Why does the nearest empty electron level of a metallic tungsten disilicide slab suddenly stand more than 1.5 eV above the Fermi level, when one step away in wave vector it lay almost at the Fermi level? Taken at face value, such a leap suggests a very steep band, or even a gap. The rows on either side of the leap lead to a plainer answer: a level has sunk through the Fermi level, and the next one in the list has taken its place.

Ansatz 0.2.0, PBE with PAW, scalar-relativistic, no spin polarisation: Kohn-Sham levels of a relaxed 12-plane WSi2(101) slab, with 420 eV cutoff, 11×8×1 k mesh and 0.1 eV Gaussian smearing. Levels are numbered outwards from the Fermi level, b below and a above; outer orbital weight is the Löwdin weight on the two outermost planes of both faces together.

```
point label  point a (reciprocal cell vectors)  point b (reciprocal cell vectors)  level b1 from the Fermi level (eV)  outer orbital weight b1  level b2 from the Fermi level (eV)  outer orbital weight b2  level a1 from the Fermi level (eV)  outer orbital weight a1
          X                             0.5000                             0.0000                              -0.200                    0.800                              -0.540                    0.420                               0.070                    0.600
    between                             0.4167                             0.0000                              -0.110                    0.560                              -0.380                    0.780                               1.630                    0.380
    between                             0.3333                             0.0000                              -0.520                    0.600                              -0.670                    0.800                               1.500                    0.400
    between                             0.2500                             0.0000                              -0.430                    0.720                              -0.680                    0.780                               1.610                    0.340
    between                             0.1667                             0.0000                              -0.010                    0.600                              -0.410                    0.760                               2.180                    0.340
    between                             0.0833                             0.0000                              -0.510                    0.320                              -0.770                    0.600                               0.010                    0.660
          G                             0.0000                             0.0000                              -0.290                    0.260                              -0.490                    0.460                               0.290                    0.680
    between                             0.0000                             0.0833                              -0.140                    0.280                              -0.610                    0.460                               0.260                    0.680
    between                             0.0000                             0.1667                              -0.700                    0.560                              -1.130                    0.780                               0.050                    0.240
    between                             0.0000                             0.2500                              -0.660                    0.680                              -1.140                    0.700                               0.130                    0.420
    between                             0.0000                             0.3333                              -0.470                    0.780                              -0.800                    0.520                               0.130                    0.480
    between                             0.0000                             0.4167                              -0.220                    0.700                              -0.390                    0.460                               0.120                    0.480
          Y                             0.0000                             0.5000                              -0.050                    0.060                              -0.130                    0.180                               0.040                    0.880
    between                             0.0833                             0.5000                              -0.140                    0.340                              -0.260                    0.440                               0.000                    0.600
    between                             0.1667                             0.5000                              -0.050                    0.560                              -0.230                    0.500                               0.230                    0.520
    between                             0.2500                             0.5000                              -0.080                    0.700                              -0.360                    0.560                               0.130                    0.540
    between                             0.3333                             0.5000                              -0.250                    0.780                              -0.490                    0.600                               0.050                    0.500
    between                             0.4167                             0.5000                              -0.230                    0.800                              -0.550                    0.480                               0.040                    0.540
          S                             0.5000                             0.5000                              -0.200                    0.800                              -0.540                    0.420                               0.070                    0.600
    between                             0.4167                             0.4167                              -0.030                    0.760                              -0.400                    0.380                               0.210                    0.620
    between                             0.3333                             0.3333                              -0.100                    0.260                              -0.840                    0.340                               0.310                    0.720
    between                             0.2500                             0.2500                              -0.080                    0.700                              -0.360                    0.560                               0.130                    0.540
    between                             0.1667                             0.1667                              -0.270                    0.520                              -0.550                    0.500                               0.130                    0.560
    between                             0.0833                             0.0833                              -0.020                    0.680                              -0.290                    0.260                               0.670                    0.500
```

## The pattern and its five exceptions

The columns b1 and b2 hold the first and second level below the Fermi level, and a1 holds the first level above it. In 19 of the 24 rows a1 is at most 0.31 eV. Four neighbouring rows between X and G break this pattern, with a1 between 1.50 and 2.18 eV. The last row breaks it more mildly, with 0.67 eV.

The names b1, b2 and a1 are ranks, given afresh at each point. A band is something else: one level whose energy changes continuously with wave vector. As long as no level passes the Fermi level or another level, rank and band run together. When an empty level sinks below the Fermi level, it becomes b1, the former b1 becomes b2, and a1 passes to the next higher level, however far up that is.

The outer orbital weights help to tell which level is which. They give the share of a level that sits on atomic orbitals of the two outer planes of both faces, and this share should change gradually along a band that does not mix with another. They serve here as a fingerprint and not as proof of a surface state. The outer planes contain half of the tungsten atoms, so a state spread evenly over the tungsten would already score about 0.5.

## The leap next to X

The first break comes one step from X towards G, where a1 rises from 0.07 to 1.63 eV. If this were one band, it would have to climb 1.56 eV within that step. X lies at a point where time reversal makes the slope of a single level vanish, so a band has to start flat from there. A free electron starting from rest would gain only about 0.1 eV over the same distance, and the band would need more than ten times that curvature.

The other reading is that the level at 0.07 eV has moved down and is now b1. It can be tested by the company the level keeps. At X, the levels just above and just below the Fermi level are 0.27 eV apart. The table has two other neighbours of this point, listed beside S, which is the same point as X by the mirror symmetry of the slab. There the two levels are 0.27 and 0.24 eV apart, so the pair moves nearly together even where no level changes its rank.

This suggests a simple model for the row with the leap: the pair keeps its spacing. The distance from b1 to a1 in that row is 1.74 eV, which does not fit at all. The distance from b2 to b1 is 0.27 eV, the same as at X. The pair is still there, but both of its members now lie below the Fermi level.

With the ranks exchanged in this way, both levels have sunk by 0.18 eV. Their fingerprints agree with this: the weight of the upper level goes from 0.60 to 0.56, and that of the lower from 0.80 to 0.78. Symmetry does not demand that the two levels move in parallel; that part of the model is borrowed from the two undisturbed neighbours. One of these departs from the common spacing by 0.03 eV, which is a fairer measure of the model's accuracy than the closer agreement in the row with the leap.

The model also shows where the leap would appear on a finer path. Because the level starts flat at X, its fall grows roughly with the square of the distance. It starts 0.07 eV above the Fermi level and falls by 0.18 eV in a full step, so it reaches the Fermi level after a fraction $\sqrt{0.07/0.18}\approx 0.6$ of the step. More points would therefore not smooth the leap out. They would sharpen it into a jump at this place.

## The milder break next to G

The last row allows a stricter test, because symmetry gives a prediction for it. Let $k_a$ and $k_b$ be the two coordinates of a point in the table. The surface cell is a centred rectangle in disguise, and its second edge leans back by half of the first. The wave vector along the first edge is then proportional to $k_a$, and the wave vector at right angles to it is proportional to $k_b+k_a/2$.

At G the slope of a single level vanishes, and the mirror forbids a term that mixes the two directions. Close to G the energy $E$ of such a level must therefore have the form

$$E = E_G + \alpha k_a^2 + \beta\left(k_b+\frac{k_a}{2}\right)^2 ,$$

where $E_G$ is its energy at G and $\alpha$ and $\beta$ are its two curvatures. Now count the coordinates in steps of one twelfth, the spacing of the path near G. The point (0, 1) differs from G by $\beta$, the point (1, 0) by $\alpha+\beta/4$, and the point (1, 1) by $\alpha+9\beta/4$. It follows that

$$E(1,1)=E(1,0)+2\,[E(0,1)-E(0,0)] .$$

Three rows thus fix the energy in a fourth, which is the last row of the table and takes no part in the estimate. For the level that is a1 at G,

$$E(1,1)=0.01+2\,(0.26-0.29)=-0.05\ \text{eV}.$$

The model places this level below the Fermi level, where it must appear as b1. The calculation has b1 at −0.02 eV, so the estimate is 0.03 eV too low. Had the level remained a1, at 0.67 eV, the estimate would miss by 0.72 eV. The fingerprint agrees as well: the weight is 0.68 at G and 0.68 in b1 of the last row, while the new a1 has 0.50.

The level that is b1 at G gives a second, less sharp test. The same relation predicts −0.21 eV for it in the last row. If it has become b2, the estimate is off by 0.08 eV; if it is still b1, by 0.19 eV. Its weight decides more clearly, since it is 0.26 both at G and in b2 of the last row.

The curvatures explain why this row breaks the pattern while another neighbour of G does not. The upper level falls by 0.28 eV on the step to (1, 0), which runs mostly along the short edge of the cell, but by only 0.03 eV on the step at right angles to that edge. Starting 0.29 eV above the Fermi level, it just stays empty at (1, 0). At (1, 1) the weak fall in the second direction is added, and this is enough to take it through.

## What sets the size of a break

The two breaks have the same cause but very different heights. Next to G, the level that takes over as a1 lies at 0.67 eV; next to X, it lies at 1.63 eV. The height of a break measures how far up the next level is waiting, and not how fast any band moves. It also depends on the slab: this one is thin, so the bulk bands appear as a few separate levels, and a thicker slab would have more of them and could show breaks of other heights. The levels that can be followed through these two breaks change by about 0.3 eV or less.

In the four rows between X and G, the stretch without levels is wide: b1 and a1 are 1.74 to 2.19 eV apart, against at most 0.79 eV in all other rows. A separation between bonding and antibonding combinations of tungsten and silicon orbitals could open such a stretch, but this is a guess. It is not a band gap of the slab, because at other wave vectors levels lie at the Fermi level and the slab is metallic.

## Where the simple picture reaches its limit

At the other end of the four rows, one step before G, a1 falls back by 2.17 eV. Continuity again calls for an exchange of ranks. The row before G has an empty level at 0.01 eV, and one step further from G there is no level between −0.01 and 2.18 eV. Unless it climbs by some 2 eV in one step, the level must have gone below the Fermi level.

Which level it has become is less certain here. The obvious candidate is b1 at −0.01 eV, only 0.02 eV away. Yet the parabola of the upper level at G, carried on to this second step, runs 0.82 eV below that candidate. The weights of the next lower level, 0.32 and 0.76, do not match either. More than one level may have changed rank or mixed between these two points, and the quadratic model can be trusted for the first step only.

The same exchange can also happen without any visible leap. From the first to the second step on the way from G to Y, a1 changes by a modest 0.21 eV, from 0.26 to 0.05 eV. Its outer weight, however, drops from 0.68 to 0.24, close to the 0.28 that b1 had one step earlier. The likely reading is that a level from the interior of the slab has risen through the Fermi level and become the lowest empty one. The parabolas from G, carried on to this second step, do not support it: they miss by 0.26 eV for this reading and by only 0.12 eV if a1 is still the same level. Without an exchange, however, b1 would have to drop from −0.14 to −0.70 eV in this step, after rising in the step before. A smooth column is thus no guarantee that one and the same state is being followed.

How firmly a row belongs to the exceptions depends on how close its levels come to the Fermi level. The level at −0.02 eV, on which the mild break in the last row rests, and those at −0.01 and 0.01 eV lie well inside the smearing of 0.1 eV. All three are roughly half filled, and their different ranks mean little physically. Spin-orbit coupling, which is left out here, can move tungsten levels by some tenths of an eV; that is enough to shift a break by a row or to remove the mild one next to G. The wide stretch without levels between X and G is several times larger than such shifts and should survive them, though its edges would move.
